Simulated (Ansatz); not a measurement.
# A series in volume scale on W

All results are calculated (Ansatz 0.2.0). Periodic Kohn-Sham DFT of a crystal at fixed atoms, scaled to volume_scale times the given cell; pressure positive in compression, energy less spherical unpolarised free atoms, largest_vzz the field gradient of largest size among the nuclei.

The cell before it is scaled or strained (space group Fm-3m, No. 225):
```
W
1.0
      0.0000     2.0300     2.0300
      2.0300     0.0000     2.0300
      2.0300     2.0300     0.0000
W
1
Direct
  0.00000 0.00000 0.00000
```

Settings of every row: method all-electron LAPW; functional LDA; relativity scalar; k mesh 14x14x14; filling fermi-dirac; smearing width 0.05 eV; basis error target 0.25 meV/atom; nucleus gaussian.

Atom start moment: 0 on all atoms.

Limits: no spin-orbit coupling on heavy atoms.

| row | volume scale | V (Å³/atom) | energy less free atoms (eV/atom) | pressure (GPa) |
| --- | --- | --- | --- | --- |
| 1 | 0.94 | 15.727 | -12.1519 | -0.814 |
| 2 | 0.95 | 15.894 | -12.1494 | -4.006 |
| 3 | 0.96 | 16.062 | -12.1436 | -7.038 |
| 4 | 0.98 | 16.396 | ? | ? |
| 5 | 0.99 | 16.564 | -12.1083 | -15.23 |
| 6 | 1 | 16.731 | -12.0911 | -17.68 |
| 7 | 1.01 | 16.898 | -12.0715 | -20 |
| 8 | 1.02 | 17.065 | -12.0494 | -22.196 |
| 9 | 1.04 | 17.4 | -11.9988 | -26.239 |
| 10 | 1.05 | 17.567 | -11.9704 | -28.097 |
| 11 | 1.06 | 17.735 | -11.9401 | -29.853 |

Question: what energy less free atoms and pressure should row 4 give?

Worked fit of energy less free atoms. Take u = (V_r/V)^(2/3) − 1 with V_r = 16.815 Å³ an atom, which is twice the finite (Eulerian) strain; such expansions in the strain, on which the Birch-Murnaghan equation of state is built, carry the rest volume and the bulk modulus. The shown rows have u = 0.0456, 0.03827, 0.03101, 0.01008, 0.00334, -0.00328, -0.00979, -0.02254, -0.02875, -0.03489. Least squares give energy less free atoms = −12.08154 − 2.9671 × u + 31.202 × u² eV/atom; a straight line predicts inner rows, each left out in turn, worse (root mean square 0.018 against 5.8e-05 eV/atom). The rows lie off it by 0.0001, 0.0000, -0.0001, 0.0000, 0.0000, 0.0000, 0.0001, 0.0000, 0.0000, -0.0001. The withheld row has u = 0.01696, so the fit gives −12.08154 − 2.9671 × (0.01696) + 31.202 × (0.01696)² = -12.1229 eV/atom.

The calculation gave -12.1229 eV/atom. The fit meets it to the printed digit.

Worked fit of pressure. Take u = (V_r/V)^(2/3) − 1 with V_r = 16.815 Å³ an atom, which is twice the finite (Eulerian) strain; such expansions in the strain, on which the Birch-Murnaghan equation of state is built, carry the rest volume and the bulk modulus. The shown rows have u = 0.0456, 0.03827, 0.03101, 0.01008, 0.00334, -0.00328, -0.00979, -0.02254, -0.02875, -0.03489. Least squares give pressure = −18.8615 + 350.018 × u + 1002.33 × u² GPa; a straight line predicts inner rows, each left out in turn, worse (root mean square 0.58 against 0.0052 GPa). The rows lie off it by 0.002, -0.008, 0.006, 0.001, 0.001, -0.001, -0.004, 0.003, -0.001, 0.000 (root mean square 0.0036 GPa). The withheld row has u = 0.01696, so the fit gives −18.8615 + 350.018 × (0.01696) + 1002.33 × (0.01696)² = -12.637 GPa.

The calculation gave -12.644 GPa. The fit lies 0.007 GPa (0.024 % of the column's range) above it; its largest miss of a shown row is 0.008 GPa.
